## Five ways to join gallium, nitrogen and oxygen

One gallium atom, one nitrogen, one oxygen and two hydrogens can be joined in several ways, and the table compares them in pairs. In the isomer columns the numbers in brackets label the groups, and the links say which groups are joined. Each energy is that of the second isomer less the first, so a negative entry means that the second lies lower. The density functional in the last column serves as the yardstick for the two cheaper levels; it is itself a calculation and not a measurement.

Pairs of GaH2NO isomers as isolated, neutral singlet molecules, with shapes relaxed and GFN2-xTB energies computed in xtb 6.7.1. Ansatz 0.2.0 gave the HF/STO-3G energies and, for the functional level, those with r2SCAN-D4/def2-SVP at the same shapes. Entries are electronic energies of the second isomer less the first.

| system | first isomer | second isomer | at hf sto 3g (kcal/mol) | at gfn2 xtb (kcal/mol) | at functional level (kcal/mol) |
| --- | --- | --- | --- | --- | --- |
| GaH2NO #e99 | Ga(1) NH(2) OH(3); links 1-2, 1-3, 2-3 | Ga(1) NH2(2) O(3); links 1-2, 1-3, 2-3 | -16.68 | -18.190 | -20.61 |
| GaH2NO #dba | Ga(1) NH(2) OH(3); links 1-2, 1-3, 2-3 | Ga(1) NH(2) OH(3); links 1-2, 1-3 | -29.75 | -7.250 | -15.99 |
| GaH2NO #b4c | Ga(1) NH2(2) O(3); links 1-2, 1-3, 2-3 | Ga(1) NH2(2) O(3); links 1-2, 1-3 | -46.41 | 5.270 | -10.05 |
| GaH2NO #d28 | Ga(1) NH2(2) O(3); links 1-3, 2-3 | Ga(1) NH2(2) O(3); links 1-2, 1-3, 2-3 | -0.61 | 8.100 | -6.81 |
| GaH2NO #0d3 | Ga(1) NH(2) OH(3); links 1-2, 1-3 | Ga(1) NH2(2) O(3); links 1-2, 1-3, 2-3 | 13.08 | -10.940 | -4.61 |
| GaH2NO #44c | Ga(1) NH(2) OH(3); links 1-2, 1-3 | Ga(1) NH2(2) O(3); links 1-3, 2-3 | 13.69 | -19.040 | 2.20 |
| GaH2NO #82b | Ga(1) NH2(2) O(3); links 1-2, 1-3 | Ga(1) NH(2) OH(3); links 1-2, 1-3 | 33.34 | 5.670 | 14.66 |
| GaH2NO #e0f | Ga(1) NH2(2) O(3); links 1-2, 1-3 | Ga(1) NH(2) OH(3); links 1-2, 1-3, 2-3 | 63.09 | 12.920 | 30.65 |

### 1. How many isomers do the eight rows compare?

There are five: the open chains H₂N–Ga–O, HN–Ga–OH and Ga–O–NH₂, and two rings, one with NH₂ and O, the other with NH and OH. Because the rows share these structures, some follow from others. Going from the NH/OH ring to HN–Ga–OH and on to the NH₂/O ring changes the energy by $-15.99-4.61=-20.60$ kcal/mol, which is the direct entry of row e99 up to the last digit. Eight rows therefore hold only four independent energy differences.

All five are shapes that GFN2 holds to be stable. One of them doesn't survive a change of method: relaxed with the functional B3LYP, open Ga–O–NH₂ closes to the NH₂/O ring. It isn't a separate isomer there, and its energies below belong to the GFN2 shape only.

### 2. Which isomer is lowest at the functional level, and what does it gain?

H₂N–Ga–O is the lowest of the five. The NH₂/O ring lies 10 kcal/mol above it, HN–Ga–OH 15 and the NH/OH ring 31. The open Ga–O–NH₂ shape comes out at 17 when rows 82b and 44c are added. First place holds at a better level too, but the ring and HN–Ga–OH change places there, as question 7 shows.

The shapes show what sets the winner apart. In the NH₂/O ring nitrogen and oxygen are 1.45 Å apart, a normal single bond, while nitrogen touches gallium only loosely at 2.32 Å. In H₂N–Ga–O the N–O distance is 3.46 Å: the bond is gone, and gallium sits between the two atoms. The step from ring to chain is thus the insertion of gallium into an N–O bond.

Chemical reasoning explains why this can pay. An N–O single bond is weak, because both atoms carry lone pairs that repel each other at short range. Breaking it frees nitrogen and oxygen to bind gallium more strongly. The price is that gallium must give up its 4s electron pair to bonding and pass, in formal terms, from Ga(I) to Ga(III). Gain and price are both large, and the difference between them is small.

### 3. Why do the hydrogens prefer nitrogen?

Two rows move one hydrogen from oxygen to nitrogen without making or breaking an N–O bond. The shift lowers the energy by 21 kcal/mol between the rings (row e99) and by 15 between the chains (row 82b, read backwards). It helps whether or not the N–O bond is there. Between the rings the hydrogen isn't all that changes: the short bond to gallium runs to nitrogen in the NH/OH ring and to oxygen in the NH₂/O ring.

In simple molecules such as water and ammonia the O–H bond is stronger than the N–H bond. In the chains the hydrogen by itself should therefore rather stay on oxygen. What tips the balance is probably gallium, though these runs don't measure single bonds. An oxygen without hydrogen can bind gallium more strongly, and by the usual order of bond strengths gallium gains more from oxygen than from nitrogen. For the rings the argument is less sure, because an N–O bond weakens the O–H bond next to it.

Two rules now give most of the order: insert gallium into the N–O bond, and keep the hydrogens on nitrogen. H₂N–Ga–O obeys both and the NH/OH ring neither, and these are the two ends of the scale. The isomers that obey one rule lie between them.

### 4. Why does HF/STO-3G favour the broken N–O bond too much?

In five rows one isomer has an N–O bond and the other has none. In each of them Hartree–Fock favours the isomer without the bond more than the functional does, by 11 to 36 kcal/mol. There are two suspects: the method, which lets each electron feel only the average of the others and so misses their correlation, and the minimal basis STO-3G, which leaves the electrons little freedom to adapt when an atom changes partners.

A larger basis tells them apart. In def2-TZVPP, coupled cluster, CCSD(T), which includes correlation, puts H₂N–Ga–O 16 kcal/mol below the NH₂/O ring. Hartree–Fock in that basis gives it a smaller lead, whereas HF/STO-3G gives 46. Missing correlation thus works against the broken bond, and the excess comes from the minimal basis. In the questions below, Hartree–Fock still means HF/STO-3G.

The fluorine molecule would have suggested the opposite. Its single bond also lies between atoms rich in lone pairs, and Hartree–Fock places the molecule above two separate atoms, although it is in fact bound. But fluorine atoms part and form nothing new, whereas here nitrogen and oxygen go on to bind gallium. On balance the isomer with these new bonds gains more from correlation than the ring does.

Row 82b shows that the N–O bond isn't the only weak spot. Neither of its isomers has one, yet HF/STO-3G differs from the functional by 19 kcal/mol. The minimal basis is a likely cause here too, but the comparison above covers only the pair of row b4c.

### 5. Can one correction per N–O bond repair the cheap levels?

Suppose that each N–O bond carries the same error and that the errors of all other bonds cancel between isomers. Then

$$E_\text{cheap}\approx E_\text{functional}+c\,\Delta n .$$

Here $E$ is the energy difference of a row, $\Delta n$ the number of N–O bonds in the second isomer less that in the first, and $c$ the error per bond. A least-squares fit to all eight rows gives $c=22\pm5$ kcal/mol for Hartree–Fock and $-14\pm4$ for GFN2. The rows share structures, so these margins are only a rough guide. The opposite signs mean that GFN2 favours the N–O bond more than the functional does. Why it does so is untested here; its fitted parameters may suit one kind of bond better than the other.

Take row 44c, where the second isomer has one N–O bond more, so $\Delta n=1$. The functional gives 2.2 kcal/mol, and the model gives $2.2-13.9=-11.7$ for GFN2. The computed value is −19.0. The model reproduces the change of sign but falls 7 kcal/mol short, even though this row was part of the fit.

That miss is typical. The correction still leaves more than half of the root-mean-square deviation from the functional at either level. It fails worst where $\Delta n=0$ and it can correct nothing: in row 82b for Hartree–Fock and in row d28 for GFN2. Counting N–O bonds catches one real difference between the isomers, but the bonds to gallium change as well. The printed analysis below lists the deviations row by row.

### 6. Which cheap level is the better screen?

The answer depends on what is asked of it. GFN2 is closer to the functional in size, with a root-mean-square deviation of 13 kcal/mol against 21 for Hartree–Fock. Hartree–Fock has the functional's sign in seven of the eight rows and GFN2 in only five. The lead rests on rows d28 and 44c, both of which involve open Ga–O–NH₂, a shape that B3LYP doesn't keep. Without them each level has five of six. Hartree–Fock's one miss is row 0d3, and there coupled cluster takes its side against the functional, as question 7 explains.

For finding the lowest isomer, the direction of the errors matters more than their size. Hartree–Fock exaggerates the advantage of H₂N–Ga–O, which is the lowest isomer anyway, so a large error leaves the winner in place. GFN2 works against that advantage and overturns it. It puts open Ga–O–NH₂ 13 kcal/mol below H₂N–Ga–O, where the functional puts it 17 above. Its winner isn't even a minimum in B3LYP, where it closes to the NH₂/O ring.

A search that kept only the lowest GFN2 structure would therefore discard the isomer that the functional prefers. It is safer to carry forward candidates of each bonding type, with and without the N–O bond, and to let the better level decide between the types. Within a type the GFN2 order isn't certain either: row d28 changes sign although both of its isomers keep the N–O bond.

### 7. Which digits of the functional column can be trusted?

The decimals are good for checking sums, not for chemistry. For row 0d3 a second functional, B3LYP in another small basis and at its own relaxed shapes, gives −11.7 kcal/mol in place of −4.6. That is close to the GFN2 entry, but it is no support for GFN2, because the better level moves the other way. CCSD(T) in def2-TZVPP makes the entry positive and so puts HN–Ga–OH below the NH₂/O ring. In this row the yardstick has the wrong sign, and the error of GFN2 is larger than question 5 counts.

The lead of H₂N–Ga–O over the ring, by contrast, is firmer than the functional alone suggests: coupled cluster raises it from 10 to 16 kcal/mol. In row d28 the sign has support from B3LYP, since the open Ga–O–NH₂ shape runs downhill to the ring. Row 44c, at 2.2 kcal/mol, is smaller than the shifts between methods, and it ranks HN–Ga–OH against a shape that may not be an isomer at all.

The functional runs made no search for lower solutions of their equations. All electrons were also kept paired. An isomer with two unpaired electrons could lie lower, and HN–Ga–OH, with a GFN2 gap between filled and empty orbitals of only about 1.6 eV, is the one to test first. GFN2 itself has no spin polarisation, so the test needs another method. The energies also leave out zero-point vibration, which can shift the smaller gaps. The large differences, such as the 31 kcal/mol of row e0f, are the safer part of the order.

The order also covers only the structures in the table, each in a single conformer. Some types of bonding weren't drawn in the search, so an isomer outside the table could still lie below H₂N–Ga–O.

### 8. What would thallium do in place of gallium?

The balance of question 2 suggests the direction. Thallium holds its outer s pair about as tightly as gallium does, although its atom is larger, and it forms weaker bonds; together these give the inert-pair effect. Insertion into the N–O bond would then cost about as much and return less, so the isomers that keep this bond should gain ground. How far they would rise in the order is a matter for a new calculation. It would have to include relativity and spin–orbit coupling, which matter for so heavy an atom and which the functional runs here leave out.

Output of the analysis:

```
Deviation from r2SCAN in kcal/mol:
          row  change in N-O bonds  HF less r2SCAN  GFN2 less r2SCAN
  GaH2NO #e99                    0            3.93              2.42
  GaH2NO #dba                   -1          -13.76              8.74
  GaH2NO #b4c                   -1          -36.36             15.32
  GaH2NO #d28                    0             6.2             14.91
  GaH2NO #0d3                    1           17.69             -6.33
  GaH2NO #44c                    1           11.49            -21.24
  GaH2NO #82b                    0           18.68             -8.99
  GaH2NO #e0f                    1           32.44            -17.73
Rows of eight where HF has the sign of r2SCAN: 7
Rows of eight where GFN2 has the sign of r2SCAN: 5
Rms deviation of HF from r2SCAN over all rows (kcal/mol): 20.65
Rms deviation of GFN2 from r2SCAN over all rows (kcal/mol): 13.35
Rms deviation of HF in rows with no change in N-O bonds (kcal/mol): 11.59
Rms deviation of GFN2 in rows with no change in N-O bonds (kcal/mol): 10.15
Open Ga-O-NH2 less H2N-Ga-O at r2SCAN (kcal/mol): 16.86
Open Ga-O-NH2 less H2N-Ga-O at GFN2 (kcal/mol): -13.37
Row 82b, HF less GFN2 (kcal/mol): 27.67
fit of ehf on 8 rows: coefficient of dNO 22.35 +/- 5.1; rms 10.7, worst GaH2NO #82b -18.7, leave-one-out rms 12.3
fit of egf on 8 rows: coefficient of dNO -13.87 +/- 3.6; rms 7.61, worst GaH2NO #d28 -14.9, leave-one-out rms 8.29
Row 0d3 from B3LYP/6-31G* at its own shapes (kcal/mol): -11.65
Row 0d3, B3LYP less r2SCAN (kcal/mol): -7.043
Largest difference in D4 dispersion among four structures (kcal/mol): 0.03696
N-O distance in the NH2/O ring (angstrom): 1.454
N-O distance in H2N-Ga-O (angstrom): 3.464
Long Ga-N contact in the NH2/O ring (angstrom): 2.319
```
